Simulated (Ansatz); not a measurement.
From Si(OH)3O to SiCl3O: predicting a member

Gas-phase molecules. On one Si centre that keeps O, n of the OH ligands are replaced by Cl. The dipole moment y in D at wB97M-V/def2-TZVPP. Shapes: PBE0-D4/def2-TZVP. Flexible molecules stand in one conformer, not always the lowest. Programs: Ansatz 0.2.0.

| molecule | n | y (D) |
| --- | --- | --- |
| Si(OH)3O | 0 | 1.56 |
| Si(OH)2ClO | 1 | ? |
| Si(OH)Cl2O | 2 | 1.68 |
| SiCl3O | 3 | 0.84 |

Problem. Fit y = c + s·n to the known rows and predict Si(OH)2ClO.

Solution. 
1. Means of the 3 rows: n = 1.66667, y = 1.360.
2. Σ(Δn)² = 4.6667, Σ(Δn·Δy) = -0.92, so the slope is -0.92/4.6667 = -0.19714.
3. Intercept: 1.360 − (-0.19714) × 1.66667 = 1.689. The largest residual of the fit is 0.39.
4. Si(OH)2ClO: 1.689 + (-0.19714) × 1 = 1.49 D.

The run gave 2.59 D, so the prediction is off by -1.10 D, more than the largest residual. The steps per swap are uneven (+1.03, -0.91, -0.84), so a line is a poor model. Dipoles add as vectors. Other levels give for Si(OH)2ClO: PBE-D4/def2-TZVPP 2.82; B3LYP-D4/def2-TZVPP 2.67 D. Open shells run unrestricted. The series isn't monotonic at this level.

The dipole peaks at Si(OH)2ClO and is smallest for SiCl3O, so it doesn't track the number of chlorines. The likely reason is how the polar O–H bonds and oxygen lone pairs are oriented. Three hydroxyls around silicon can partly cancel one another's transverse contributions, and replacing one with chlorine probably upsets that balance. Further replacement removes more of the hydroxyl contribution. In SiCl3O, the polar Si–Cl bonds largely oppose the Si–O bond, leaving a small resultant even though each bond is strongly polar.

The three functionals place Si(OH)2ClO between 2.59 and 2.82 D, a spread much smaller than the error of the fit. The failed prediction therefore reflects the missing orientational information rather than the choice of functional. As neutral species these molecules have an odd electron count, and the unpaired electron probably sits mainly in a p orbital on the terminal oxygen, which would make that oxygen less negative than in a closed-shell siloxide. The total dipoles alone can't rank the polarity of the Si–Cl and Si–OH bonds.
